\section*{DLTS of a distribution of levels: the lost factor $kT$}

\textbf{The attempt below is wrong. It drops a factor $kT$.}

\subsection*{Conventions}
A filled centre emits at the rate $e=\nu\exp(-E/kT)$. For DX centres $E$ is the emission barrier, not the binding energy. The barriers have density $g(E)$ (cm$^{-3}$eV$^{-1}$) and total $N$, all filled at $t=0$. The boxcar signal, expressed as a trap density, is
\begin{equation}
S=\int g(E)\left[\mathrm{e}^{-et_1}-\mathrm{e}^{-et_2}\right]dE,\qquad r=t_2/t_1 .
\end{equation}
As typical inputs for Si DX centres in AlGaAs we take a model Gaussian $g$ with mean $E_0=430$~meV and standard deviation $s=30$~meV, and constant $\nu=10^{13}$~s$^{-1}$. The gates are A (1 and 2~ms) and B (1 and 2~s). The scan maps $T$ to $E_t=LkT$, with $L=\ln(\nu\sqrt{t_1t_2})+\gamma$ and $\gamma=0.577$. Then $L_A=23.95$ and $L_B=30.86$, and $E_t=E_0$ falls at 208~K ($kT=18.0$~meV) and 162~K (13.9~meV).

\subsection*{Wrong attempt}
Take $g$ out of the integral and change variable:
\begin{align}
|dE| &= de/e \quad\text{(wrong)}\label{bad}\\
S &= g\int_0^\infty\left(\mathrm{e}^{-et_1}-\mathrm{e}^{-et_2}\right)\frac{de}{e}=g\ln r .
\end{align}
This gives $g_{\rm w}(E_t)=S/\ln r$, whose area over $E_t$ (in eV) is $0.018N$ for A and $0.014N$ for B.

\subsection*{Symptom}
The area should be $N$ for any gates, yet A and B differ by a factor 1.29. Also, $g_{\rm w}$ has units cm$^{-3}$. Normalising a single scan hides both signs.

\subsection*{Faulty line and repair}
Equation~\eqref{bad} is the fault: $E=kT\ln(\nu/e)$ gives $|dE|=kT\,de/e$. With $x=E/kT-\ln\nu t$ the kernel is $\exp(-\mathrm{e}^{-x})$, a Gumbel distribution function. Its derivative in $E$ has mean $kT(\ln\nu t+\gamma)$ and variance $(\pi kT)^2/6$. The $t_2$ step is the $t_1$ step shifted up by $kT\ln r$, so the boxcar window is the Gumbel density convolved with a box of that width. Its area is $kT\ln r$, its mean is $E_t$, and its variance is $v(kT)^2$ with $v=\pi^2/6+(\ln r)^2/12=1.685$. For $g$ broad against the window,
\begin{equation}
S\simeq g(E_t)\,kT\ln r,\qquad g_{\rm m}(E_t)=\frac{S}{kT\ln r}.
\end{equation}
For any $g$, put $y=E/E_t$ and average over the normalised window, whose shape in $y$ does not depend on $T$. Then $g_{\rm m}(E_t)=\langle g(yE_t)\rangle$ and
\begin{equation}
\int E_t^n g_{\rm m}\,dE_t=\langle y^{-n-1}\rangle\int E^n g\,dE .
\label{mom}
\end{equation}
The areas become $1.003N$ (A) and $1.002N$ (B).

At fixed $T$, the quantity $kT\ln\nu t$ taken at the emission time has mean $E_0-\gamma kT$ and variance exactly $\sigma_0^2=s^2+(\pi kT)^2/6$. Approximating its distribution by a Gaussian gives the filled fraction
\begin{equation}
\frac{n(t)}{N}\simeq\frac12\operatorname{erfc}\frac{kT(\ln\nu t+\gamma)-E_0}{\sqrt2\,\sigma_0}.
\end{equation}
The neglected skewness, $-2\zeta(3)(kT/\sigma_0)^3$, is $-0.26$ at 208~K, and the true $n/N$ lies 0.015 above the erfc at its midpoint. The slope $-dn/d\ln t$ is $kT$ times the smoothed density, so in an isothermal analysis the slip only rescales $g$.

\subsection*{Size of the error}
In a temperature scan
\begin{equation}
g_{\rm w}=kT\,g_{\rm m}=\frac{E_t}{L}\,g_{\rm m},
\end{equation}
a logarithmic tilt $1/E_t=2.3$~eV$^{-1}$ at $E_0$. For gates A the window has standard deviation $\sqrt v\,kT=23$~meV, so the apparent width is $\sigma\simeq\sqrt{s^2+v(kT)^2}=38$~meV. The flank at $E_0+2\sigma$ is overweighted against that at $E_0-2\sigma$ by $(E_0+2\sigma)/(E_0-2\sigma)=1.43$. The centroid moves up by the variance of $g_{\rm m}$ over its mean, roughly $\sigma^2/E_0\simeq3$~meV. Equation~\eqref{mom} gives centroids of 432.4~meV (mended) and 435.6~meV (wrong), a shift of 3.2~meV.

The repair leaves two effects of rival size. The mended centroid still lies 2.4~meV above $E_0$, because the window widens with $T$, and the width, by Eq.~\eqref{mom}, is still 37 rather than 30~meV. Both need deconvolution. A prefactor $\nu\propto T^2$ changes $dE_t/dT$ from $kL$ to $k(L+2)$ and lowers the tilt by 8\% for A.